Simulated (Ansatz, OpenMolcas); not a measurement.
**[SiCl3]+ (SMILES Cl[Si+](Cl)Cl): methods side by side**

[SiCl3]+: 4 atoms, total charge +1, spin state singlet. As SMILES, `Cl[Si+](Cl)Cl`. The shape is that of a PBE0-D4/def2-TZVP optimisation.

```tsv
atom	x (Å)	y (Å)	z (Å)
Cl	-1.5560	-0.6223	0.9909
Si	0.0000	-0.0001	-0.0001
Cl	1.7720	-0.6696	0.4495
Cl	-0.2160	1.2920	-1.4403
```

Each level gives the energy change with the Si2–Cl4 bond stretched from 1.947 to 2.239 Å (eV). The values are calculated.

```csv
level,kind,program,value (eV)
SVWN5/aug-cc-pVDZ (restricted),LDA,Ansatz,0.55
BLYP/aug-cc-pVDZ (restricted),GGA,Ansatz,0.35
r2SCAN/aug-cc-pVDZ (restricted),meta-GGA,Ansatz,0.55
M06-2X/aug-cc-pVDZ (restricted),hybrid meta-GGA,OpenMolcas,0.61
PBE0/aug-cc-pVDZ (restricted),global hybrid,Ansatz,0.58
HSE06/aug-cc-pVDZ (restricted),range-separated hybrid,Ansatz,0.58
PBE-QIDH/aug-cc-pVDZ (restricted),double hybrid,Ansatz,0.64
RPA@PBE/aug-cc-pVDZ (restricted),RPA,Ansatz,0.41
MP2/aug-cc-pVDZ (restricted),perturbation theory,OpenMolcas,0.55
BCCD(T)/aug-cc-pVDZ (restricted),coupled cluster or CI,Ansatz,0.49
```

The first shape isn't each level's own minimum. The values span 0.35 to 0.64 eV.

Every level makes lengthening one Si–Cl bond uphill, but they disagree appreciably on the cost. The resistance comes from a strongly polar σ bond, reinforced by donation from chlorine lone pairs into the formally empty silicon 3p orbital of the planar cation; both overlaps weaken as the chlorine moves away. BLYP gives the softest response at 0.35 eV and PBE-QIDH the stiffest at 0.64 eV, with BCCD(T) between them at 0.49 eV. BLYP's low value probably reflects its usual preference for overlong bonds, which places the stretched structure nearer its own minimum. The ordering doesn't follow the sophistication of the functional: SVWN5, r2SCAN and MP2 all give 0.55 eV, an agreement that needn't mean they describe the bond equally well. PBE0 and HSE06 also coincide, so screening long-range exchange has no visible effect on this local distortion. A single partial stretch establishes neither the dissociation energy nor whether the bond would break homolytically or heterolytically.
